## Why does the gap hardly care about the wave cutoff, and can I believe it?

I have a small cell of layered carbon, four atoms, each with three close neighbours as in graphite. The atoms were displaced at random and the cell slightly strained, then everything was held fixed while I changed the wave cutoff.

Ansatz 0.2.0, LDA with a soft PAW dataset made for PBE, scalar-relativistic and without spin polarization, for a distorted four-atom cell of layered carbon at fixed geometry. All rows use a 14x14x4 k mesh and Gaussian smearing of 0.1 eV. The gaps are Kohn-Sham gaps between points of this mesh; the direct gap takes both levels at the same point.

```tsv
wave cutoff	gap on mesh (eV)	direct gap on mesh (eV)
200 eV	0.488	0.488
250 eV	0.493	0.493
300 eV	0.482	0.482
350 eV	0.481	0.481
420 eV	0.478	0.478
```

The lowest cutoff is less than half the highest, yet the gap moves by only a few hundredths of its value. It also rises first and falls afterwards, where I had hoped for a smooth approach. Why is it so steady, what is wrong with the 250 eV row, and may I now say that this material has a gap of about half an electronvolt?

## Answer

The gap is steady because it is a difference between two very similar states, whose errors largely cancel. That makes it a poor witness for the rest of the calculation. It also leaves your last question open, because the cutoff controls how finely the waves are described in space, while the gap you find here depends on where in the Brillouin zone you look.

The cutoff sets the shortest wave that may be used to build the orbitals. Carbon needs short waves because its 2p orbital is compact: there is no inner p shell that would push it outwards. When short waves are missing, the orbitals can't take their best shape near the nuclei, and the total energy comes out too high. At 200 eV it lies 1.9 eV per atom above the value at 420 eV, an enormous error beside the 10 meV by which the gap differs.

To see why the gap escapes, take the simplest picture of one carbon layer. It has two atoms per cell, each with one 2p orbital standing out of the plane. Let $e$ be the energy of such an orbital and $f$ the coupling between the two kinds of atom, summed over the three neighbours with the phases that belong to the chosen wave vector. The two bands and their separation are then

$$E_\pm = e \pm |f|, \qquad E_+ - E_- = 2|f| .$$

The energy $e$ has dropped out. It is the part that should suffer most from missing short waves, since it depends on the shape of the orbital close to its own nucleus. The coupling $f$ depends more on the region between neighbours, where the orbitals are smooth and long waves describe them well. Both band edges also lie at the same mesh point, which is why the gap and the direct gap agree in every row, and so the two states are built from the same set of waves.

There is a second reason. The mesh point lies close to a place where the bands of an ideal layer meet, as shown further down. There $f$ is only the small remainder of three contributions that nearly cancel. If poorer waves scale all three by nearly the same factor, the remainder is expected to change by the same few percent, and a few percent of half an electronvolt is not much. Unequal changes would be less harmless, because they would disturb the cancellation itself.

The runs offer a way to look at this cancellation. Their Fermi level lies inside the gap and serves as a rough marker of $e$. From 200 to 420 eV it falls by about 350 meV, while the gap shrinks by 10 meV. The hump flatters that comparison, but counted from 250 eV the fall is still 107 meV against 15 meV. The energies of the two edges were not printed separately, so this supports the picture without proving it.

The 250 eV row is irregular only if one expects the gap to behave like a total energy. Adding waves gives the electrons more freedom, so the total energy should go down, and it does at every step. A gap has no such rule. If the lower edge comes down further than the upper one, the gap widens; if the upper edge comes down further, it narrows. Since the Fermi level falls at every step, the first is the likely reading of the step from 200 to 250 eV, and the second that of the later ones.

Why the lower edge should gain more in that first step can't be read from these runs. The force on one of the displaced atoms shows that an uneven approach is not peculiar to the gap. Its component along x is about 17 meV/Å from the 420 eV value at 250 eV, but 51 meV/Å away, on the other side, at 300 eV. A quantity without a variational rule can pass through its final value and leave it again, so one good match at a low cutoff is no sign of convergence. Nor need the steps shrink in order: the unrounded gaps fall by 0.9 meV from 300 to 350 eV and by 2.8 meV from there to 420 eV.

For this mesh, the gap at 420 eV is settled: a control run at 600 eV changes it by less than 0.1 meV. All rows except the one at 420 eV carried a warning that the cutoff was below the recommended value, and the pressure shows why that matters. It is about +8 GPa at 200 eV and about −5 GPa at 420 eV, so the coarse run even gets its sign wrong. Someone who let the cell relax at 200 eV because the gap looked converged would start by stretching it along y, an in-plane direction in which the stress at 420 eV asks it to shrink.

Now to whether the gap is real. In ideal graphite-like layers the three contributions to $f$ cancel exactly along a line at the edge of the zone, at $(1/3, 1/3)$ in units of the in-plane reciprocal edges. There the two bands meet. Your mesh divides each of these edges into 14 parts, and 14 is not divisible by 3, so no mesh point lies on that line. The reported band edges sit at $(4/14, 5/14)$, right beside it.

How large a gap would this near miss produce by itself? For an ideal layer with in-plane edge $a = 2.47$ Å, the distance $q$ from the mesh point to the line is

$$q = \frac{4\pi}{42\,a} \approx 0.121\ \text{Å}^{-1}.$$

Close to the crossing the bands are nearly straight and move apart in opposite directions. With a slope $s$ of roughly 5.5 eV Å, a recalled value for such layers, their separation is

$$2sq \approx 2 \times 5.5 \times 0.121 \approx 1.3\ \text{eV}.$$

So a material with no gap at all can show one of the order of 1 eV on this mesh. The estimate uses no gap from the table, and it is nearly three times the computed value. A mismatch of that kind is plausible, because the estimate assumes a single perfect layer, while your cell holds two distorted ones that also feel each other. With unequal bonds the three contributions to $f$ no longer cancel at $(1/3, 1/3)$ but at some point nearby. Three mesh points surround the ideal line at equal distances: $(4/14, 5/14)$, $(5/14, 4/14)$ and $(5/14, 5/14)$. A small shift in any direction therefore brings the crossing closer to at least one of them, and the smallest gap on the mesh is expected to shrink. The band edges sit at the first of the three, which hints at a shift that way, but the runs don't show where the crossing went.

Could the distortion have opened a true gap instead? In a single layer with two like atoms per cell, inversion through the midpoint between them still swaps the two, however they are displaced. Small displacements are therefore expected to move the crossing, not to open it. A true gap would need the weak coupling between the two layers, so one as large as half an electronvolt would be a surprise, though these runs can't exclude it.

This also explains how a number can be steady and still mislead. Every row looks at the same mesh point, at nearly the same distance from the possible crossing, so every row repeats nearly the same sampling error. Better waves refine the band energies at that point; they never move the point. The printed analysis below sets the gap's changes beside those of the energy, the pressure and the force, and gives the estimate.

In practice, choose the cutoff by the most demanding quantity you intend to use. If you want only the band separation at this one point, every row is within 15 meV of the 420 eV result. If you want pressures, the rows up to 300 eV are still wrong by 2 GPa or more relative to 420 eV. These figures belong to the soft carbon dataset used here, and a harder one would need more waves. The dataset was made for PBE and is used here with LDA, in the same way in every row.

For the gap itself, the effort should now go into wave vectors. A mesh divisible by 3 would hit the crossing of an ideal layer, but in your distorted cell the crossing may have moved away from there. What is needed is a dense patch of points around $(1/3, 1/3)$, wide enough to include $(4/14, 5/14)$ and followed along the third direction. If the separation falls towards zero somewhere in that patch, the half electronvolt was the mesh's doing. If it stays finite as the patch is refined, compare the highest filled level of the whole patch with the lowest empty one, wherever each lies. Only if the empty one is higher can there be a true gap.

Printed output of the fit:

```
Value less that at 420 eV:
     row  gap (meV)  Fermi level (meV)  energy per atom (meV)  pressure (GPa)  x force on first atom (meV/A)
  200 eV         10              347.8                   1907           13.08                          444.8
  250 eV         15              107.2                  571.3           10.52                          17.29
  300 eV          4              33.19                  140.8           2.079                         -50.81
  350 eV          3              7.173                  31.38          0.0993                         -22.03
  420 eV          0                  0                      0               0                              0
Change from the row before:
     row  gap (meV)  Fermi level (meV)  energy per atom (meV)
  250 eV          5             -240.5                  -1335
  300 eV        -11             -74.03                 -430.6
  350 eV         -1             -26.01                 -109.4
  420 eV         -3             -7.173                 -31.38
Span of the gap over all rows (meV): 15
Span of the gap in percent of the 420 eV gap: 3.138
Fermi level shift over gap shift from 200 to 420 eV (ratio): 34.78
Pressure at 200 eV (GPa): 8.347
Pressure at 420 eV (GPa): -4.735
Gap at 600 eV less gap at 420 eV (meV): -0.05
Energy per atom at 600 eV less that at 420 eV (meV): -4.139
Pressure at 600 eV less that at 420 eV (GPa): -0.004033
Distance of the mesh point from the ideal crossing line (1/A): 0.1211
Gap that this distance alone would give in ideal layers (eV, order of magnitude): 1.333
```
